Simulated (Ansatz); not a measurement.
# A series in volume scale on WC

Results calculated with Ansatz 0.2.0, not measured. Free energy against uniform scaling of the volume at fixed shape and fractions; periodic cell, basis, potentials, k mesh and filling as listed.

The cell before it is scaled or strained (space group P-6m2, No. 187):
```
CELL_PARAMETERS angstrom
2.90650 0.00000 0.00000
-1.45320 2.51710 0.00000
0.00000 0.00000 2.83660
ATOMIC_POSITIONS crystal
W 0.00000 0.00000 0.00000
C 0.66667 0.33333 0.50000
```

Settings of every row: functional PBE; dispersion none; potentials PAW; wave cutoff 571.44 eV; density cutoff 2285.8 eV; k mesh 11x11x10; k shift 0x0x0; occupations fermi dirac; smearing width 0.15 eV; spin none; SCF threshold exponent -10.

Limits: coarse k mesh, up to 40 meV an atom off; no spin-orbit coupling, which can matter with elements this heavy.

```
row  volume scale  V (Å³/atom)  energy above lowest point (meV/atom)  pressure (GPa)
  1          0.94        9.754                                    77           34.44
  2          0.96        9.961                                  39.4           23.82
  3          0.98       10.169                                  14.9           14.24
  4             1       10.376                                   2.1            5.61
  5          1.02       10.584                                     0           -2.18
  6          1.04       10.791                                     ?               ?
  7          1.06       10.999                                  23.5          -15.52
```

Question: what energy above lowest point and pressure should row 6 give?

Worked fit of energy above lowest point. Take u = (V_r/V)^(2/3) − 1 with V_r = 10.273 Å³ an atom, which is twice the finite (Eulerian) strain; such expansions in the strain, on which the Birch-Murnaghan equation of state is built, carry the rest volume and the bulk modulus. The shown rows have u = 0.03517, 0.02077, 0.00681, -0.00663, -0.01969, -0.0445. Least squares give energy above lowest point = 7.09 + 946.2 × u + 29569 × u² meV/atom; a straight line predicts inner rows, each left out in turn, worse (root mean square 19 against 0.091 meV/atom). The rows lie off it by 0.1, -0.1, 0.0, 0.0, 0.1, 0.0. Its lowest point lies at u = -0.0160, or V = 10.52 Å³ an atom, and the curvature there gives the bulk modulus at fixed shape and fractions, B = (4/9)(1 + u)² E″(u)/V = 387 GPa. Letting shape and atoms relax would as a rule lower it, by much in layered, chain or molecular crystals. The withheld row has u = -0.03226, so the fit gives 7.09 + 946.2 × (-0.03226) + 29569 × (-0.03226)² = 7.3 meV/atom.

The calculation gave 7.4 meV/atom. The fit lies 0.1 meV/atom (1.4 % of the value, 0.13 % of the column's range) below it, one unit of the last digit.

Worked fit of pressure. Take u = (V_r/V)^(2/3) − 1 with V_r = 10.273 Å³ an atom, which is twice the finite (Eulerian) strain; such expansions in the strain, on which the Birch-Murnaghan equation of state is built, carry the rest volume and the bulk modulus. The shown rows have u = 0.03517, 0.02077, 0.00681, -0.00663, -0.01969, -0.0445. Least squares give pressure = 9.791 + 640.46 × u + 1669.6 × u² + 1321 × u³ GPa; a parabola predicts inner rows, each left out in turn, worse (root mean square 0.028 against 0.013 GPa). The rows lie off it by 0.00, -0.01, 0.01, -0.01, 0.00, 0.00. The pressure vanishes at u = -0.0159, or V = 10.52 Å³ an atom, and there the bulk modulus at fixed shape and fractions is B = −V dP/dV = (2/3)(1 + u) dP/du = 386 GPa. Letting shape and atoms relax would as a rule lower it, by much in layered, chain or molecular crystals. The withheld row has u = -0.03226, so the fit gives 9.791 + 640.46 × (-0.03226) + 1669.6 × (-0.03226)² + 1321 × (-0.03226)³ = -9.18 GPa.

The calculation gave -9.19 GPa. The fit lies 0.01 GPa (0.02 % of the column's range) above it, one unit of the last digit.
